## The Lieb–Oxford bound and the spin factor $2^{1/3}$

**Conventions.** Hartree atomic units. $n=n_\uparrow+n_\downarrow$, $\zeta=(n_\uparrow-n_\downarrow)/n$, $D(f,g)=\tfrac12\iint f(\mathbf r)g(\mathbf r')/|\mathbf r-\mathbf r'|$, $U[n]=D(n,n)$. Unpolarised local exchange of the *total* density: $E_x^{\rm LDA}[n]=-A_x\int n^{4/3}$, $A_x=\tfrac34(3/\pi)^{1/3}=0.7386$.

### 1. The bound

For any normalised $N$-particle state with density $n$, whatever its spin or symmetry,
$$\langle V_{ee}\rangle-U[n]\ \ge\ -C\int n^{4/3}\,d^3r .$$

**Proof sketch.** Replace particle $i$ by $\mu_i$, a unit charge spread uniformly over a ball of radius $R=a\,n(\mathbf r_i)^{-1/3}$ about $\mathbf r_i$. Onsager's lemma has two steps.

1. Newton's theorem: $1/r_{ij}\ge 2D(\mu_i,\mu_j)$, so $V_{ee}\ge D(\sum\mu_i,\sum\mu_i)-\sum_iD(\mu_i,\mu_i)$.
2. Positivity of $D$ on $\sum\mu_i-n$: $D(\sum\mu_i,\sum\mu_i)\ge 2\sum_iD(\mu_i,n)-U$.

Only one-body terms remain. Take the expectation value and use $2\int n(\mathbf r)D(\delta_{\mathbf r},n)=2U$:
$$\langle V_{ee}\rangle-U\ \ge\ -\int n(\mathbf r)\,2D(\delta_{\mathbf r}-\mu_{\mathbf r},n)\,d^3r-\frac{3}{5a}\int n^{4/3}d^3r ,$$
with ball self-energy $3/(5R)$. If $n$ is constant across the ball, $2D(\delta-\mu,n)=\tfrac{2\pi}{5}R^2n$. The total coefficient $\tfrac{2\pi}{5}a^2+\tfrac{3}{5a}$ is then least at $a^3=3/(4\pi)$, where it equals $\tfrac9{10}(4\pi/3)^{1/3}=1.451$. Bounding the first term for arbitrary $n$ is the hard part and costs more. Spin never enters.

**Constants (quoted).** $C=1.68$ (Lieb and Oxford 1981), $C=1.58$ (Lewin, Lieb and Seiringer 2022). From below, the bcc Wigner crystal, with energy about $-0.8959/r_s$ per electron, gives $C\ge0.8959\,(4\pi/3)^{1/3}=1.444$.

**Kohn–Sham form.** $E_{xc}=\langle V_{ee}\rangle-U+T_c$ with $T_c=T-T_s\ge0$, so $E_{xc}\ge\lambda E_x^{\rm LDA}[n]$, $\lambda=C/A_x$. Applied to the Kohn–Sham determinant, the theorem bounds $E_x$ alone in the same way. The PBE construction takes $C=1.679$, so $\lambda=2.273$; the rounded $1.68$ gives $2.275$. Below, $\lambda=2.273$.

**GGA exchange.** Spin scaling, $E_x[n_\uparrow,n_\downarrow]=\tfrac12(E_x[2n_\uparrow]+E_x[2n_\downarrow])$, gives
$$E_x^{\rm GGA}=-2^{1/3}A_x\sum_\sigma\int n_\sigma^{4/3}F_x(s_\sigma),\qquad s_\sigma=\frac{|\nabla n_\sigma|}{2(6\pi^2)^{1/3}n_\sigma^{4/3}},$$
$$F_x(s)=1+\kappa-\frac{\kappa}{1+\mu s^2/\kappa},\qquad \mu=0.21951 .$$
$F_x=1$ defines $E_x^{\rm LSDA}$. $F_x$ rises monotonically to $1+\kappa$. PBE has $\kappa=0.804$, revPBE has $\kappa=1.245$.

**Question.** Which $\kappa$ guarantees the bound for every density, and what does that say about the two functionals for H$_2$O and its atoms?

### 2. Wrong attempt (its conclusion is false)

- **W1.** "For spin densities the local reference is LSDA, so the bound reads $E_x\ge 2.273\,E_x^{\rm LSDA}[n_\uparrow,n_\downarrow]$."
- **W2.** Insert both functionals: $\sum_\sigma\int n_\sigma^{4/3}\,[2.273-F_x(s_\sigma)]\ge0$.
- **W3.** Enforce pointwise: $1+\kappa\le2.273$.
- **W4 (wrong answer).** $\kappa\le1.273$. revPBE is certified for all densities with margin $0.028$, and the PBE value looks needlessly small.

### 3. Symptom

*The constant has acquired a spin dependence.* At $\zeta=1$, $E_x^{\rm LSDA}=2^{1/3}E_x^{\rm LDA}$, so W1 amounts to $C=1.679\times2^{1/3}=2.115$ there and to $1.679$ at $\zeta=0$. The proof saw only $n$.

*A certified functional breaks the theorem.* Squeeze a one-electron density, $n_\ell=\ell\,n(x,y,\ell z)$. Then $\int n_\ell^{4/3}=\ell^{1/3}\int n^{4/3}$, while $s_\uparrow$ grows as $\ell^{2/3}$ wherever $\partial_zn\ne0$. Let $\langle F_x\rangle$ be the $n^{4/3}$-weighted mean. By dominated convergence $\langle F_x\rangle\to1+\kappa$, and
$$E_x^{\rm GGA}/E_x^{\rm LDA}[n_\ell]\ \to\ 2^{1/3}(1+\kappa).$$
This is $2.864$ for $\kappa=1.273$ and $2.829$ for revPBE, both above $2.273$. For $n=\pi^{-3/2}e^{-r^2}$ and $\ell=1000$ revPBE already has $\langle F_x\rangle>2.1$. PBE correlation is non-positive and cannot repair this.

### 4. The faulty line

W1. The ratio $2.273=C/A_x$ belongs to the *unpolarised* formula on the total density. Pointwise, the LSDA integrand is the LDA integrand times
$$\phi(\zeta)=\tfrac12\left[(1+\zeta)^{4/3}+(1-\zeta)^{4/3}\right],\qquad 1\le\phi\le2^{1/3}.$$
W1 is a true inequality, since it lowers the floor. It is weaker than Lieb–Oxford wherever $\zeta\neq0$, so satisfying it certifies nothing about the theorem. W2 and W3 follow correctly from it.

### 5. Mended calculation

Compare with $E_x^{\rm LDA}[n]$. With $F_x\le1+\kappa$,
$$2^{1/3}\sum_\sigma n_\sigma^{4/3}F_x(s_\sigma)\ \le\ (1+\kappa)\,\phi(\zeta)\,n^{4/3}.$$
The bound holds pointwise if $(1+\kappa)\phi(\zeta)\le\lambda$. The worst case is $|\zeta|=1$:
$$1+\kappa\le 2.273/2^{1/3}=1.804,\qquad \kappa\le0.804 .$$
Equivalently, against LSDA at full polarisation the ratio is $1.804$. The squeezing limit shows that for this form of $F_x$ the condition is also necessary if *all* densities must obey the bound. It is not necessary for a given atom or molecule. PBE sits at the limit by construction: $2^{1/3}\times1.804=2.273$.

The ceiling depends on the constant adopted.

| $C$ | $\lambda$ | $\lambda/2^{1/3}$ |
|---|---|---|
| 1.679 | 2.273 | 1.804 |
| 1.58 | 2.139 | 1.698 |
| 1.444 | 1.955 | 1.552 |

With $C=1.58$ PBE loses the guarantee at full polarisation, and revPBE ($1+\kappa=2.245$) loses it even at $\zeta=0$.

### 6. Size of the error for H$_2$O

**In $\kappa$.** The slip raises the ceiling by $1.273-0.804=0.469$, which is 58 % of $\kappa$ and 26 % of $1+\kappa$. It turns the verdict on revPBE from an excess of $0.441$ into a margin of $0.028$. The true limiting overshoot is $2.245/1.804$, or 24 %.

**The molecule.** Near equilibrium H$_2$O is closed-shell, $\zeta=0$ and $\phi=1$ everywhere, and the slip costs exactly nothing. Both $1.804$ and $2.245$ lie below $2.273$, so both exchange functionals obey the $C=1.679$ bound pointwise. A test on water alone cannot expose W1.

**The O atom.** revPBE keeps the pointwise guarantee only while $\phi\le2.273/2.245=1.0125$, that is $|\zeta|\le0.236$. Triplet O has density-weighted mean $\zeta=2/8=0.25$, so some region lies beyond this. An actual local excess there also needs large $s_\sigma$.

**The H atoms.** Exact density $n=e^{-2r}/\pi$, $\zeta=1$, $\int n^{4/3}=\tfrac{27}{64}\pi^{-1/3}=0.2880$, $s_\uparrow=(6\pi)^{-1/3}e^{2r/3}=0.376\,e^{2r/3}$. One electron has $E_x=-U=-5/16$ exactly. The GGA entries are radial quadratures on the exact density.

| quantity | value (Ha) | $\langle F_x\rangle$ |
|---|---|---|
| $E_x^{\rm LDA}[n]$ | $-0.2127$ | |
| $E_x^{\rm LSDA}$ | $-0.2680$ | 1 |
| PBE | $-0.3059$ | 1.141 |
| revPBE | $-0.3105$ | 1.158 |
| exact | $-0.3125$ | |
| floor, correct: $2.273\,E_x^{\rm LDA}$ | $-0.484$ | |
| floor, W1: $2.273\,E_x^{\rm LSDA}$ | $-0.609$ | |

W1 misplaces the floor by $0.126$ Ha per H atom, so by $0.251$ Ha for the two H atoms of H$_2$O $\to$ O $+$ 2H. For silane, also closed-shell, SiH$_4\to$ Si $+$ 4H gives $0.503$ Ha from the four H atoms. Triplet Si has mean $\zeta=2/14=0.14$, which alone does not decide whether $0.236$ is passed locally.

**Local excess.** revPBE reaches $F_x=1.804$ when $\mu s^2/\kappa=0.804/0.441$, so $s=3.22$. In H this is $r=\tfrac32\ln[(6\pi)^{1/3}s]=3.22$ bohr (the equal digits are a coincidence). Beyond that radius lie 4.5 % of the electron and 0.9 % of $\int n^{4/3}$. W1 misses this region altogether.

**Integrated bound.** It is not threatened in H. revPBE lies $0.173$ Ha above the correct floor. Its exchange error is $0.0020$ Ha against $0.0066$ Ha for PBE, and the two functionals differ by $0.0046$ Ha ($2.9$ kcal/mol) per H atom. A local excess is no violation of the theorem, because an exchange energy density is fixed only up to terms that integrate to zero and the theorem constrains the integral alone. What revPBE lacks, and what W1 falsely grants it, is the guarantee for every density.